**Breaks in the energy terms of a rigid pyrimidine···HF scan**

The table holds the interaction energy of pyrimidine and HF at eleven N···H distances, with and without counterpoise correction, and its electrostatic, Pauli, orbital and dispersion terms from PySCF at BLYP-D3(BJ)/def2-SVPD. The program fits nothing: it tests each term for smoothness with local logarithmic slopes, geometric means of neighbouring rows and differences, and makes one parameter-free dipole–dipole estimate. The three large terms lie within half a per cent of their neighbours' means on the evenly spaced inner rows, while the dispersion term reverses by 0.10 kcal/mol near the distance where the D3 coordination count switches. The Pauli term in the two outermost rows exceeds the continued exponential by less than 0.1 kcal/mol, and the basis error reaches 57 % of the orbital term in the last row. The electrostatic term is 4 to 34 times the dipole–dipole estimate.

Calculated values. PySCF 2.14.0, BLYP-D3(BJ)/def2-SVPD with density fitting, for pyrimidine and HF (both neutral singlets) in the gas phase, with HF moved rigidly along the N···H line from a GFN1-xTB geometry. Interaction energies are cluster less frozen parts (negative is bound); the four terms sum to the uncorrected value, and the Pauli term includes exchange-correlation.

## The fit in Python

```python
# Table: rigid pyrimidine...HF scan, PySCF BLYP-D3(BJ)/def2-SVPD, interaction energy and its four terms (kcal/mol).
# Tested: smoothness of each term (log slopes, neighbour means, differences); one estimate, dipole-dipole energy.
T = {
    'contact_distance': [1.178, 1.251, 1.325, 1.398, 1.472, 1.546, 1.619, 1.84, 2.208, 2.944, 4.416],  # angstrom
    'interaction_counterpoise': [1.81, -4.95, -9.43, -12.38, -14.2, -15.11, -15.38, -14.14, -10.05, -4.28, -0.98],  # kcal/mol
    'interaction_uncorrected': [-0.28, -6.85, -11.2, -14.04, -15.77, -16.6, -16.8, -15.32, -10.98, -4.85, -1.1],  # kcal/mol
    'electrostatic_term': [-50.81, -44.74, -39.12, -34.09, -29.68, -25.84, -22.53, -15.12, -8.23, -3.13, -0.85],  # kcal/mol
    'pauli_term': [112.72, 89.04, 70.14, 55.11, 43.21, 33.81, 26.43, 12.58, 3.68, 0.38, 0.04],  # kcal/mol
    'orbital_term': [-60.48, -49.52, -40.63, -33.44, -27.61, -22.9, -19.08, -11.38, -5.37, -1.61, -0.21],  # kcal/mol
    'dispersion_or_correlation_term': [-1.71, -1.64, -1.59, -1.62, -1.69, -1.67, -1.62, -1.41, -1.05, -0.48, -0.08],  # kcal/mol
}
import numpy as np
from scipy import constants as sc
g = lambda k: np.array(T[k], float)
dt, cp, un = g('contact_distance'), g('interaction_counterpoise'), g('interaction_uncorrected')
el, pa, ob, di = g('electrostatic_term'), g('pauli_term'), g('orbital_term'), g('dispersion_or_correlation_term')
d0 = dt[-1]/3
d = np.round(dt/d0*20)/20*d0          # distances as multiples of 0.05*d0
be = cp - un
h = 0.005                             # rounding of the energies
# typed from the further outputs of the same runs: geometry of the first row, dipoles, charges, deformation
X = np.array([[-1.29,-0.06,-0.27],[-0.80,1.12,0.26],[0.45,1.17,0.73],[1.19,0.07,0.68],[0.79,-1.09,0.19],[-0.45,-1.16,-0.28],
              [-2.30,-0.12,-0.66],[-1.39,2.02,0.31],[2.21,0.14,1.07],[-0.77,-2.12,-0.68],[1.24,3.03,1.51],[0.88,2.18,1.16]])
Z = np.array([6,6,7,6,7,6,1,1,1,1,9,1])
muA, muB, mu6, q1, q6, dfm = 2.289, 1.787, 5.595, 0.116, 0.081, (0.3492, 1.4489)
unit = lambda v: v/np.linalg.norm(v)
u, a, b = unit(X[11]-X[2]), unit(X[0]-X[3]), unit(X[11]-X[10])
cA, cB = Z[:10]@X[:10]/Z[:10].sum(), Z[10:]@X[10:]/Z[10:].sum()
Rv = np.array([cB + u*(x-d[0]) - cA for x in d]); R = np.linalg.norm(Rv, axis=1)
k = (1e-21/sc.c)**2/(4*np.pi*sc.epsilon_0*1e-30)*sc.N_A/(1000*sc.calorie)
dd = k*muA*muB*(a@b - 3*(Rv@a)*(Rv@b)/R**2)/R**3
r0 = 4/3*(0.71+0.32)                  # rough recalled covalent radii of N and H, D3 counting rule
cn = 1/(1+np.exp(-16*(r0/d-1)))
sl = lambda y, x: -np.diff(np.log(abs(y)))/np.diff(x)
print(f"unit distance {d0:.4f} A, rebuilt vs printed max {abs(d-dt).max():.4f} A; terms vs total max {abs(el+pa+ob+di-un).max():.3f}; energy rounding {h} kcal/mol")
print("step (A) | decay -dln|E|/dR (1/A): Pauli orbital elstat disp | elstat power: contact, centre distance")
sp = sl(pa, d)
for i in range(10):
    print(f"{dt[i]:.3f}-{dt[i+1]:.3f} | {sp[i]:.2f} {sl(ob,d)[i]:.2f} {sl(el,d)[i]:.2f} {sl(di,d)[i]:+.2f} | {sl(el,np.log(d))[i]:.2f} {sl(el,np.log(R))[i]:.2f}")
print("R (A) | basis error kcal/mol, % of orbital | orb/elst | disp % of total uncorr. | D3 N-H count | centre R, dipole est., elst/est.")
for i in range(11):
    print(f"{dt[i]:.3f} | {be[i]:.2f} {100*be[i]/-ob[i]:.1f} | {ob[i]/el[i]:.2f} | {100*di[i]/un[i]:.0f} | {cn[i]:.2f} | {R[i]:.2f} {dd[i]:.2f} {el[i]/dd[i]:.0f}")
print("R (A) | size above neighbours' geometric mean, %: Pauli orbital elstat disp (disp rounding, %)")
for i in range(1, 6):
    r = [100*(abs(y[i])/np.sqrt(y[i-1]*y[i+1])-1) for y in (pa, ob, el, di)]
    print(f"{dt[i]:.3f} | " + " ".join(f"{x:+.2f}" for x in r) + f" ({200*h/abs(di[i]):.1f})")
ch = di[0] + (di[6]-di[0])*np.arange(7)/6
print(f"dispersion less straight line {dt[0]}-{dt[6]} A, kcal/mol:", np.round(di[1:6]-ch[1:6], 3), f"rounding {2*h}")
print(f"dispersion change {dt[4]} to {dt[2]} A: {di[2]-di[4]:+.2f} kcal/mol; D3 count midpoint {r0:.2f} A")
print("third differences, total uncorrected:", np.round(np.diff(un[:7], 3), 2), f"rounding up to {8*h:.2f}")
print("third differences, less dispersion:  ", np.round(np.diff((un-di)[:7], 3), 2), f"rounding up to {16*h:.2f}")
for i in (9, 10):
    p = pa[8]*np.exp(-sp[7]*(d[i]-d[8]))
    print(f"Pauli at {dt[i]} A: table {pa[i]:.2f}, continued exponential {p:.3f}, excess {pa[i]-p:.3f} kcal/mol, ratio {pa[i]/p:.1f}")
lo, hi = [np.log(pa[9]/(pa[10]+s))/(d[10]-d[9]) for s in (h, -h)]
print(f"last Pauli decay within rounding {lo:.2f}-{hi:.2f} 1/A; orbital plus basis error, last two rows {ob[9]+be[9]:.2f}, {ob[10]+be[10]:.2f}")
m = int(np.argmin(cp))
print(f"lowest row {dt[m]} A (uncorrected {dt[np.argmin(un)]} A); with deformation {sum(dfm):.2f}: {cp[m]+sum(dfm):.2f} kcal/mol")
for j in (0, m+1):
    print(f"change {dt[m]} to {dt[j]} A: Pauli {pa[j]-pa[m]:+.2f} orbital {ob[j]-ob[m]:+.2f} elstat {el[j]-el[m]:+.2f} disp {di[j]-di[m]:+.2f} total {un[j]-un[m]:+.2f}")
ang = np.degrees(np.arccos(unit(X[2]-X[11])@unit(X[10]-X[11])))
print(f"H-F {np.linalg.norm(X[10]-X[11]):.2f} A, N-H-F {ang:.0f} deg, angle of dipoles {np.degrees(np.arccos(a@b)):.0f} deg")
print(f"dipole at {dt[5]} A {mu6:.2f} D; parts: largest sum {muA+muB:.2f}, vector sum {np.linalg.norm(muA*a+muB*b):.2f} D")
print(f"{dt[0]} vs {dt[5]} A: shifted charge ratio {q1/q6:.2f}, orbital term ratio {ob[0]/ob[5]:.2f}")
assert abs(el+pa+ob+di-un).max() < 5*h
assert np.all((sp[:8] > 3.0) & (sp[:8] < 3.6)) and hi < 2.0
assert di[2] > di[1] and di[2] > di[4]+2*h and di[6] > di[4]
assert cp[0] > 0 > un[0] and np.all(be > 0) and np.all(el/dd > 2)
```

It prints:

```
unit distance 1.4720 A, rebuilt vs printed max 0.0004 A; terms vs total max 0.010; energy rounding 0.005 kcal/mol
step (A) | decay -dln|E|/dR (1/A): Pauli orbital elstat disp | elstat power: contact, centre distance
1.178-1.251 | 3.20 2.72 1.73 +0.57 | 2.10 6.00
1.251-1.325 | 3.24 2.69 1.82 +0.42 | 2.35 6.46
1.325-1.398 | 3.28 2.65 1.87 -0.25 | 2.55 6.76
1.398-1.472 | 3.31 2.60 1.88 -0.57 | 2.70 6.94
1.472-1.546 | 3.33 2.54 1.88 +0.16 | 2.84 7.08
1.546-1.619 | 3.35 2.48 1.86 +0.41 | 2.95 7.15
1.619-1.840 | 3.36 2.34 1.81 +0.63 | 3.12 7.19
1.840-2.208 | 3.34 2.04 1.65 +0.80 | 3.34 7.07
2.208-2.944 | 3.08 1.64 1.31 +1.06 | 3.36 6.33
2.944-4.416 | 1.53 1.38 0.89 +1.22 | 3.21 5.23
R (A) | basis error kcal/mol, % of orbital | orb/elst | disp % of total uncorr. | D3 N-H count | centre R, dipole est., elst/est.
1.178 | 2.09 3.5 | 1.19 | 611 | 0.93 | 3.43 -1.49 34
1.251 | 1.90 3.8 | 1.11 | 24 | 0.83 | 3.51 -1.40 32
1.325 | 1.77 4.4 | 1.04 | 14 | 0.64 | 3.58 -1.32 30
1.398 | 1.66 5.0 | 0.98 | 12 | 0.43 | 3.65 -1.24 28
1.472 | 1.57 5.7 | 0.93 | 11 | 0.25 | 3.73 -1.17 25
1.546 | 1.49 6.5 | 0.89 | 10 | 0.14 | 3.80 -1.10 23
1.619 | 1.42 7.4 | 0.85 | 10 | 0.08 | 3.87 -1.04 22
1.840 | 1.18 10.4 | 0.75 | 9 | 0.02 | 4.09 -0.88 17
2.208 | 0.93 17.3 | 0.65 | 10 | 0.00 | 4.46 -0.68 12
2.944 | 0.57 35.4 | 0.51 | 10 | 0.00 | 5.20 -0.43 7
4.416 | 0.12 57.1 | 0.25 | 7 | 0.00 | 6.67 -0.20 4
R (A) | size above neighbours' geometric mean, %: Pauli orbital elstat disp (disp rounding, %)
1.251 | +0.14 -0.10 +0.35 -0.54 (0.6)
1.325 | +0.13 -0.16 +0.17 -2.45 (0.6)
1.398 | +0.10 -0.16 +0.05 -1.17 (0.6)
1.472 | +0.10 -0.23 +0.00 +2.75 (0.6)
1.546 | +0.05 -0.23 -0.07 +0.93 (0.6)
dispersion less straight line 1.178-1.619 A, kcal/mol: [ 0.055  0.09   0.045 -0.04  -0.035] rounding 0.01
dispersion change 1.472 to 1.325 A: +0.10 kcal/mol; D3 count midpoint 1.37 A
third differences, total uncorrected: [-0.71 -0.4  -0.21 -0.27] rounding up to 0.04
third differences, less dispersion:   [-0.65 -0.44 -0.34 -0.21] rounding up to 0.08
Pauli at 2.944 A: table 0.38, continued exponential 0.315, excess 0.065 kcal/mol, ratio 1.2
Pauli at 4.416 A: table 0.04, continued exponential 0.002, excess 0.038 kcal/mol, ratio 17.3
last Pauli decay within rounding 1.45-1.62 1/A; orbital plus basis error, last two rows -1.04, -0.09
lowest row 1.619 A (uncorrected 1.619 A); with deformation 1.80: -13.58 kcal/mol
change 1.619 to 1.178 A: Pauli +86.29 orbital -41.40 elstat -28.28 disp -0.09 total +16.52
change 1.619 to 1.84 A: Pauli -13.85 orbital +7.70 elstat +7.41 disp +0.21 total +1.48
H-F 0.99 A, N-H-F 179 deg, angle of dipoles 59 deg
dipole at 1.546 A 5.59 D; parts: largest sum 4.08, vector sum 3.55 D
1.178 vs 1.546 A: shifted charge ratio 1.43, orbital term ratio 2.64
```
